Q: I have six energies for the GeH₂ molecule, all at one fixed bent shape, and six electronic states that they belong to: ³A₂, ⁵B₁, ³B₁, ⁵A₂, ³B₂ and ³A₁. Can you tell me which is which without looking up the answer?

Four triplet and two quintet states of neutral GeH₂ from full CI/cc-pVDZ in Ansatz 0.2.0, all at one fixed PBE0/def2-TZVP geometry. Only the six valence electrons are correlated, and relativity is left out. Irreps are those of C₂ᵥ, with the germanium p orbital perpendicular to the molecular plane as b₁. Candidates: 3, 4, 2, 1, 6, 5.

| row | state multiplicity | energy above the lowest state (eV) |
| --- | --- | --- |
| A | 3 | 4.626 |
| B | 3 | 4.571 |
| C | 5 | 7.710 |
| D | 3 | 0.000 |
| E | 5 | 9.106 |
| F | 3 | 5.412 |

A: Most of them. The table already gives the spin of each row: C and E are the two quintets, and the others are triplets. The symmetry remains to be found, and I will also check whether a simple count explains where the quintets lie. Labels that number the states 1 to 6 just count upward in energy, so they carry no chemistry. The term symbols do. The superscript is the state multiplicity: 3 means two more spin-up than spin-down electrons, and 5 means four more. The letter with its subscript is the state irrep, which says how the wavefunction changes sign when the molecule is turned or reflected.

Q: Where do you start, if not with the energies?

A: With the orbitals that the electrons can use. GeH₂ has six valence electrons. Two orbitals hold the Ge–H bonds: an inner one of symmetry a₁, in which both hydrogens have the same sign, and one of symmetry b₂, in which they have opposite signs. Two more hardly take part in bonding. One is the lone pair of germanium, which lies in the molecular plane and is also a₁; the other is a germanium p orbital that stands upright on the plane and is b₁. Above these four come the antibonding partners of the two bonds, again one a₁ and one b₂.

Q: Then which state is D, the one at zero?

A: The lowest triplet should leave both bonds alone. Four electrons fill the two bonding orbitals, and the last two go singly, with parallel spins, into the lone-pair orbital and the p orbital. The symmetry of the state is the product of the symmetries of its singly filled orbitals. Here that is a₁ times b₁, which gives B₁, so D is ³B₁. I regard this assignment as sure.

Q: So ³B₁ is the ground state of GeH₂?

A: No, it is only the lowest state of this set, which holds triplets and quintets. The ground state of GeH₂ is well known to be a singlet, with both electrons paired in the lone-pair orbital and a narrower angle between the bonds. The energies here are counted from the lowest triplet, and the atoms stay where they are in every state.

Q: Hund's rule says that high spin is favourable. Shouldn't the two quintets come next?

A: Hund's rule compares states that have the same orbitals filled. It explains why the two single electrons of ³B₁ prefer to be parallel. A quintet needs a different filling, and a simple count shows what that costs. Two electrons of the same spin can't share an orbital, so a state needs at least as many orbitals as it has spin-up electrons.

With six electrons, a triplet has four spin-up and two spin-down. Four orbitals are enough, and GeH₂ has exactly four valence orbitals that are not antibonding. A quintet has five spin-up electrons and one spin-down, so it needs a fifth orbital, and that one is antibonding. The electron for it comes out of a bond.

Q: Can you turn that into an order of energies?

A: Roughly, by counting bonds: take the electrons in bonding orbitals, subtract those in antibonding orbitals and divide by two. ³B₁ has four bonding electrons and no antibonding one, which makes two bonds. A quintet has three bonding electrons and one antibonding, which makes (3 − 1)/2 = 1 bond. The other triplets can get by with losing half a bond, so they should lie in between.

The energies fall into such groups. D stands alone, then A, B and F lie between 4.6 and 5.4 eV, and C and E lie at 7.7 and 9.1 eV. Between F and C there is a gap of 2.3 eV, the widest above the first excitation. C and E are the rows that the table marks as quintets, so the count puts them in the right place. Only four triplets were computed, though, so higher ones may lie in that gap. The count also doesn't give the order within the pair of quintets.

Q: What distinguishes the three triplets in the middle?

A: Each can be made from ³B₁ by moving one electron. If the p electron goes to the antibonding a₁ orbital, the single electrons sit in two a₁ orbitals and the state is ³A₁. If the p electron goes to the antibonding b₂ orbital instead, the state is ³B₂. For ³A₂, an electron leaves the bonding b₂ orbital and fills up the lone pair; the single electrons are then in b₂ and b₁, whose product is A₂. In each case half a bond is lost, either because a bonding electron has gone or because an antibonding one has arrived.

Q: And which of them is highest?

A: Probably ³B₂. The antibonding b₂ orbital changes sign between the two hydrogens as well as along each bond, while the antibonding a₁ orbital changes sign only along the bonds. The additional change of sign makes the b₂ orbital the more costly one, so ³B₂ should lie above ³A₁. ³A₂ uses no antibonding orbital at all, which also speaks against the top place. I assign F to ³B₂, as likely but not certain.

The same argument orders the quintets. Both are reached from ³B₁ by taking an electron out of the bonding b₂ orbital and turning its spin. In ⁵A₂ it goes to the antibonding a₁ orbital, in ⁵B₁ to the antibonding b₂ orbital. So C is probably ⁵A₂ and E is probably ⁵B₁.

Q: That leaves A and B for ³A₁ and ³A₂.

A: There I have to stop. A and B differ by only 0.055 eV, and the two states come from quite different moves: one takes an electron up from the p orbital, the other takes one out of a bond. No simple argument weighs two such unlike costs to within a few hundredths of an eV. I leave this pair ambiguous. Here are the labels.

The rows with their labels:

| row | state multiplicity | state irrep | energy above the lowest state (eV) |
| --- | --- | --- | --- |
| 1 | 3 | B1 | 0.000 |
| 2 | 3 | A1 | 4.571 |
| 3 | 3 | A2 | 4.626 |
| 4 | 3 | B2 | 5.412 |
| 5 | 5 | A2 | 7.710 |
| 6 | 5 | B1 | 9.106 |

Q: D, F, C and E came out as you said. A turns out to be ³A₂ and B ³A₁. Can I at least trust that order now that it has been computed?

A: Only as the answer within this basis. Full configuration interaction treats the correlation of the active electrons exactly for the chosen orbitals, so the order isn't an accident of an approximate method. But the basis is small and has no diffuse functions, so a state with a widely spread outer electron would come out too high or be missed. Such a basis needn't serve two states of such different character equally well. An error of 0.055 eV in their gap would be no surprise. Relativity is left out too, both spin–orbit coupling and the tighter binding of the germanium 4s electrons, and either can matter on this scale.

Q: Your assignments agree with the labels, but that doesn't prove that the electrons moved as you described. Two different moves can give the same symmetry.

A: That is a fair objection, and the same calculation offers a test. It gives the average number of electrons in each orbital, taken over all six states with equal weight. My six fillings predict these averages with nothing adjusted.

Take the upright p orbital. It holds one electron in ³B₁, ³A₂, ⁵A₂ and ⁵B₁, and none in ³A₁ and ³B₂. The average is therefore 4/6, or 0.67 electrons, and the calculation has an orbital with 0.69. The bonding b₂ orbital is full in three states and half full in three, which gives 1.5; the computed counterpart is 1.47.

Q: Do the other orbitals agree as well?

A: Yes, all six averages agree to within 0.07 electrons. The largest difference is in the inner a₁ orbital, which my picture keeps full and the calculation fills with 1.93. Some shortfall of that kind is normal, because correlation always moves a little charge out of full orbitals. I matched the orbitals by their occupations, since the computed averages carry no symmetry labels.

Q: Would another set of moves have fitted just as well?

A: The most natural alternative doesn't. ³B₂ could also arise if an electron went from the bonding b₂ orbital into the p orbital and paired up there. With that one change, the average in the p orbital would rise to 1.00, well above the computed 0.69. The antibonding b₂ orbital would fall to 0.17, half of the computed 0.33.

So the averages rule out that rival, but they don't single out my set. Suppose ³A₁ and ³B₂ each had a full lone pair and only one electron in the bonding b₂ orbital, and exchanged their antibonding orbitals. The lone pair and the bonding b₂ orbital would then merely swap their averages, and without symmetry labels I couldn't tell the difference. I prefer my set because it gives up less bonding.

The averages also count electrons without showing the shapes of the orbitals. The one I call antibonding a₁ may be partly a diffuse s orbital of germanium. Real states can also be mixtures of several fillings.

Q: If the picture is that good, can I give each orbital a fixed energy and simply add them up?

A: For the order of states that differ only in their antibonding orbital, yes; for the distances, no. ³B₂ and ³A₁ differ only in which antibonding orbital is used, and so do ⁵B₁ and ⁵A₂. With fixed orbital energies both gaps would be the same. The triplet gap is 5.412 − 4.571 = 0.841 eV, but the quintet gap is 9.106 − 7.710 = 1.396 eV.

The picture thus fails by about 0.56 eV, two thirds of the triplet gap itself. Repulsion between the electrons is a likely part of the reason. An electron in an antibonding orbital repels the other electrons, and parallel spins lower that repulsion by an amount that depends on the shapes of the orbitals involved. In the quintets it has different partners from those in the triplets, so its energy is different too. Mixing with other fillings may contribute as well, and the calculation doesn't separate the two.

Q: My interest in GeH₂ comes from growing germanium films for transistor channels. Does any of this matter there?

A: GeH₂ can form when germane breaks up during such growth, so its electronic states are of some interest. Heat alone won't lift the lowest triplet to the others: the first step is 4.6 eV at this fixed shape, against a thermal energy of roughly 0.1 eV in a hot reactor. How GeH₂ reacts in the dark depends mainly on its singlet ground state, and these energies don't describe that.

Q: What should I keep in mind for the next molecule of this kind?

A: Count before you look at the energies. Compare the number of spin-up electrons with the number of orbitals that can be filled without harming a bond. If the orbitals suffice, high spin needn't cost a bond, as in ³B₁. If they don't, each further parallel spin has to be paid for with bonding, and in GeH₂ at this shape Hund's rule doesn't refund it.
